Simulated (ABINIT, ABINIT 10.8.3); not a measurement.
# Lattice constant of bcc tantalum from PBE, with LDA tests of cutoff and k mesh

## The question

The reference is the cubic lattice constant of body-centred cubic tantalum, $a = 3.3026$ Å, from a diffraction refinement (1977, Crystallography Open Database entry 1541266). Neither the sample nor the temperature is given with the value. We take it to be a room-temperature constant of the bulk metal, which would include thermal expansion and zero-point motion; a static calculation has neither. For a stiff, heavy, high-melting metal we expect the two together to lengthen $a$ by roughly one or two tenths of a per cent. The same refinement supplies our starting cell, so the reference and the starting point of the relaxations coincide apart from rounding.

| compared with | measured | source's wording or label | method |
| --- | --- | --- | --- |
| a (Å) | 3.3026 | value in the starting structure | diffraction refinement behind the database entry |

Conditions are those given with the value in the passage it was taken from; "not stated" means there, and the paper may say more elsewhere. The values are a selection: others may have been left out beforehand as unlike or outlying.

## How to go about it

We want the equilibrium lattice constant of the bcc phase to within 1 % of the measured one, about 0.03 Å. That is a sensible demand on a semilocal functional for a simple transition metal: it is wider than the expected thermal and zero-point shift, yet narrow enough to expose a functional that binds clearly too strongly or too weakly.

The model is the primitive cell with one atom, nonmagnetic and without spin-orbit coupling. Symmetry fixes the atom, so the volume is the only structural freedom. We start with PBE and PAW datasets made for that functional. LDA is no cheaper in any way that matters for one atom, and it usually makes transition-metal lattices too short by one or two per cent, which could use up the whole tolerance. A low plane-wave cutoff would save little and would distort the stress that drives the relaxation.

LDA then serves as the neighbouring level, and on it we test the cutoff and the $k$ mesh towards tighter settings. Those tests show the size of the numerical errors for LDA; for PBE they are only a guide.

System: Ta, bcc; Im-3m (No. 229), 1 atom in the primitive cell; the database structure is a diffraction structure: a = 3.303 Å; structure from the Crystallography Open Database.

## 1. PBE with matching datasets

PBE tends to give slightly long lattices for the heavy transition metals, so we expect a result a little above the measured constant but inside the tolerance. Because the relaxation starts at the measured cell, we shall also look at whether the cell really moved and what pressure remains at the end.

**Run 1.** ABINIT 10.8.3: PBE, JTH PAW datasets, cell and atoms relaxed from the database structure, cutoff 20 Ha, 12x12x12 k mesh, Gaussian smearing 0.1 eV.

Key lines of the input:
```
# potential files: JTH PAW datasets, made for PBE
ecut 20
pawecutdg 40
ecutsm 0.5
dilatmx 1.06
optcell 2
ionmov 2
ntime 50
tolmxf 5.0d-5
ngkpt 12 12 12
shiftk 0.0 0.0 0.0
occopt 7
tsmear 0.1 eV
nband 12
nstep 80
tolvrs 1.0d-10
pseudos "Ta.xml"
ntypat 1
znucl 73
natom 1
typat 1
# ... acell, rprim, xred
```

Command:
```
OMP_NUM_THREADS=1 mpirun -n 4 abinit run.abi > run.log
```

Selected lines of the output:
```
 At Broyd/MD step   4, gradients are converged :
-Cartesian components of stress tensor (GPa)         [Pressure=  1.4434E-04 GPa]
            acell      5.4277488996E+00  5.4277488996E+00  5.4277488996E+00 Bohr
```

Converged; 15 s on 4 cores of Arm Neoverse V2, shared host.

| quantity | run 1 | measured | deviation |
| --- | --- | --- | --- |
| a (Å) | 3.3166 | 3.3026 | +0.0140 (+0.4 %) |
| conventional cell volume (Å³) | 36.48 |  |  |
| final pressure (GPa) | 0.00014 |  |  |

PBE gives $a = 3.3166$ Å, 0.4 % above the measured constant and well inside the tolerance. The sign is the one we anticipated. The cell expanded away from its starting value, and the relaxation ended with practically no pressure, so the result is a minimum for these settings and not a leftover of the diffraction cell. The small pressure says nothing about whether the cutoff or the mesh is sufficient.

## 2. LDA and its numerical errors

We now relax the cell with LDA at the same cutoff and mesh, then once with a higher cutoff and once with a denser mesh, changing one setting at a time. The mesh deserves the test because tantalum has a partly filled d band and the smearing is modest. We expect LDA to come out short by one per cent or more, and both numerical shifts to be far smaller than the distance between the two functionals.

**Run 2.** ABINIT 10.8.3: LDA, JTH PAW datasets, cell and atoms relaxed from the database structure, cutoff 20 Ha, 12x12x12 k mesh, Gaussian smearing 0.1 eV.

Key lines of the input, as changed from run 1:
```diff
- # potential files: JTH PAW datasets, made for PBE
+ # potential files: JTH PAW datasets, made for LDA
```

Command:
```
OMP_NUM_THREADS=1 mpirun -n 8 abinit run.abi > run.log
```

Selected lines of the output:
```
            acell      5.3121510325E+00  5.3121510325E+00  5.3121510325E+00 Bohr
```

Converged; 10 s on 8 cores of Arm Neoverse V2, shared host.

**Run 3.** ABINIT 10.8.3: LDA, JTH PAW datasets, cell and atoms relaxed from the database structure, cutoff 26 Ha, 12x12x12 k mesh, Gaussian smearing 0.1 eV.

Key lines of the input, as changed from run 2:
```diff
- ecut 20
- pawecutdg 40
+ ecut 26
+ pawecutdg 52
```

Selected lines of the output:
```
            acell      5.3114227565E+00  5.3114227565E+00  5.3114227565E+00 Bohr
```

Converged; 29 s on 4 cores of Arm Neoverse V2, shared host.

**Run 4.** ABINIT 10.8.3: LDA, JTH PAW datasets, cell and atoms relaxed from the database structure, cutoff 20 Ha, 16x16x16 k mesh, Gaussian smearing 0.1 eV.

Key lines of the input, as changed from run 2:
```diff
- ngkpt 12 12 12
+ ngkpt 16 16 16
```

Selected lines of the output:
```
            acell      5.3234324691E+00  5.3234324691E+00  5.3234324691E+00 Bohr
```

Converged; 31 s on the same hardware.

| quantity | run 2 | run 3 | run 4 | measured |
| --- | --- | --- | --- | --- |
| a (Å) | 3.2459 | 3.2455 | 3.2528 | 3.3026 |
| conventional cell volume (Å³) | 34.20 | 34.19 | 34.42 |  |
| final pressure (GPa) | −0.00271 | −0.00543 | −0.00049 |  |

LDA falls short of the measured constant by about 1.7 % on the mesh used for PBE and by about 1.5 % on the denser one, so it misses the tolerance on both. The sign and size are those of its familiar overbinding in transition metals.

The two numerical tests differ sharply. Raising the cutoff changes $a$ by only 0.0004 Å, while the denser mesh lengthens it by 0.0069 Å. That is about a tenth of the distance between PBE and LDA on the common mesh, and more than we had expected. A partly filled d band sampled with modest smearing is a plausible reason. Two meshes don't establish convergence, so the denser LDA value may still move.

For PBE this means that the excess of 0.0140 Å should not be read to the last digits: a mesh error of the size seen in LDA would be half of it. An error of that size in either direction would still leave PBE inside the tolerance, although the shift itself can't be carried over from one functional to the other. We stop here, with the PBE result good enough for the 1 % question but not for a finer one.

## The runs side by side

| run | settings | a (Å) | deviation | cost |
| --- | --- | --- | --- | --- |
| 1 | PBE, cutoff 20 Ha, 12x12x12 k mesh | 3.3166 | +0.0140 (+0.4 %) | under 1 core-min |
| 2 | LDA, cutoff 20 Ha, 12x12x12 k mesh | 3.2459 | −0.0567 (−1.7 %) | 81 core-s |
| 3 | LDA, cutoff 26 Ha, 12x12x12 k mesh | 3.2455 | −0.0571 (−1.7 %) | 1.9 core-min |
| 4 | LDA, cutoff 20 Ha, 16x16x16 k mesh | 3.2528 | −0.0498 (−1.5 %) | 2.1 core-min |
|  | measured | 3.3026 |  |  |

Further runs on the same system, made beside this series (convergence steps with loose settings among them):

| further | settings | a (Å) | deviation | cost |
| --- | --- | --- | --- | --- |
| F1 | PBEsol, JTH PAW datasets, cutoff 20 Ha, 12x12x12 k mesh, PBE datasets | 3.2767 | −0.0259 (−0.8 %) | 73 core-s |
| F2 | Wu-Cohen GGA, JTH PAW datasets, cutoff 20 Ha, 12x12x12 k mesh, PBE datasets | 3.2817 | −0.0209 (−0.6 %) | 60 core-s |
| F3 | PBE+D3(BJ), JTH PAW datasets, cutoff 20 Ha, 12x12x12 k mesh | 3.2807 | −0.0219 (−0.7 %) | 60 core-s |
| F4 | BLYP, JTH PAW datasets, cutoff 20 Ha, 12x12x12 k mesh, PBE datasets | 3.3500 | +0.0474 (+1.4 %) | 65 core-s |
| F5 | LDA, PseudoDojo norm-conserving potentials, cutoff 29 Ha, 8x8x8 k mesh | 3.2397 | −0.0629 (−1.9 %) | under 1 core-min |
| F6 | LDA, JTH PAW datasets, cutoff 14 Ha, 12x12x12 k mesh | 3.2459 | −0.0567 (−1.7 %) | under 1 core-min |
| F7 | LDA, JTH PAW datasets, cutoff 20 Ha, 6x6x6 k mesh | 3.2504 | −0.0522 (−1.6 %) | under 1 core-min |
|  | measured | 3.3026 |  |  |

## What the runs support

PBE meets the 1 % target: it gives $a = 3.3166$ Å, 0.4 % above the measured constant, for less than one core-minute. LDA misses it, 1.5 to 1.7 % short with the PAW datasets.

The main numerical uncertainty is the $k$ mesh. In LDA the constant goes from 3.2504 to 3.2459 and then to 3.2528 Å as the mesh is refined, so it doesn't settle steadily. The cutoff hardly matters: 14 and 20 Ha agree to the printed precision, and 26 Ha shortens the constant by only 0.0004 Å. The harm we feared from a low cutoff thus doesn't show in the lattice constant down to 14 Ha. These tests hold for LDA; a denser mesh for PBE is not shown in this report. A mesh error of similar size would not endanger the PBE pass, but it rules out a finer claim.

Thermal expansion and zero-point motion don't explain the PBE excess. Taking out our rough estimate for them would shorten the reference and widen the excess to about 0.5 or 0.6 %. The likely cause is PBE's usual slight underbinding in heavy transition metals, with an unknown contribution from the mesh. The same correction would bring LDA closer, though not within the target.

PBEsol, Wu-Cohen and PBE+D3(BJ) also come within 1 %, all on the short side. Their margins are comparable to the mesh scatter seen in LDA, so we don't rank them. The D3 term shortens the PBE lattice by about 0.036 Å, more than the excess it would have to remove. BLYP is 1.4 % too long. Like PBEsol and Wu-Cohen it was run with PBE datasets, so none of these three deviations can be put down to the functional alone; the mismatch is of most concern for BLYP, which is the furthest from PBE.

[Logs are printed without paths, hosts, clocks, repeated set-up lines and the standing remarks that a program may print on its own settings, such as how far it seeks lower states.]

[The runs shown are a pick from a larger set of finished runs; failed, doubtful and other runs were left out of it ahead of writing. So were measured values far from every level or from commonly accepted values, and agreement can look better than it is. Lines of input and output are excerpts and may be shortened.]
